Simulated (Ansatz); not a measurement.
Ligand exchange: C4H11B + C2H8MgN2 → C3H10BN + C3H9MgN

Gas-phase species: C4H11B `CBC(C)C`, singlet; C2H8MgN2 `C[N](C)[Mg][NH2]`, singlet; C3H10BN `CC(C)BN`, singlet; C3H9MgN `[CH3][Mg][N](C)C`, singlet. The partners trade CH3 for NH2: B–CH3 and Mg–NH2 bonds give way to B–NH2 and Mg–CH3.

Shapes, held fixed at every level: PBE0-D4/def2-TZVP. Flexible molecules stand in one conformer, not always the lowest. Programs: Ansatz 0.2.0. Electronic energies: no zero-point or thermal term.

```tsv
level	kind	ΔE (kJ/mol)	less CCSD(T)/def2-TZVPP
HF/def2-TZVPP	Hartree–Fock	-60.9	+8.0
PBE-D4/def2-TZVPP	GGA	-73.9	-5.0
B3LYP-D4/def2-TZVPP	global hybrid	-69.2	-0.3
PBE0-D4/def2-TZVPP	global hybrid	-70.6	-1.7
wB97M-V/def2-TZVPP	range-separated hybrid	-68.8	+0.1
B2PLYP/def2-TZVPP	double hybrid	-69.0	-0.1
CCSD/def2-SVP	coupled cluster or CI	-74.2	-5.3
CCSD(T)/def2-TZVPP	coupled cluster or CI	-68.9	0.0
```

The highest level, CCSD(T)/def2-TZVPP, gives ΔE = -68.9 kJ/mol; the levels span -74.2 to -60.9. The column of differences is taken from that level and isn't an error. No measured value is set beside it here. Outer-core shells of Mg are correlated, in sets that cover them unevenly.

Every level places the amide on boron and the methyl group on magnesium, with CCSD(T) giving -68.9 kJ/mol. The preference probably stems mainly from π bonding. In the aminoborane, the nitrogen lone pair donates into the formally empty boron p orbital, giving the B–N bond partial double-bond character, whereas a methyl group can offer boron only weak hyperconjugation. Magnesium also binds amide more strongly than methyl, but that bond is largely ionic and gains much less from π donation, so giving it up costs less than boron gains.

Hartree–Fock already recovers most of the driving force, so the exchange is not primarily a correlation effect, although correlation does favour the products further. The hybrids and the double hybrid lie close to CCSD(T), while PBE makes the exchange somewhat more exothermic, perhaps because it favours the delocalised B–N π bond too strongly. The gap between CCSD and CCSD(T) cannot be read as the effect of triples, since the basis set changes as well.
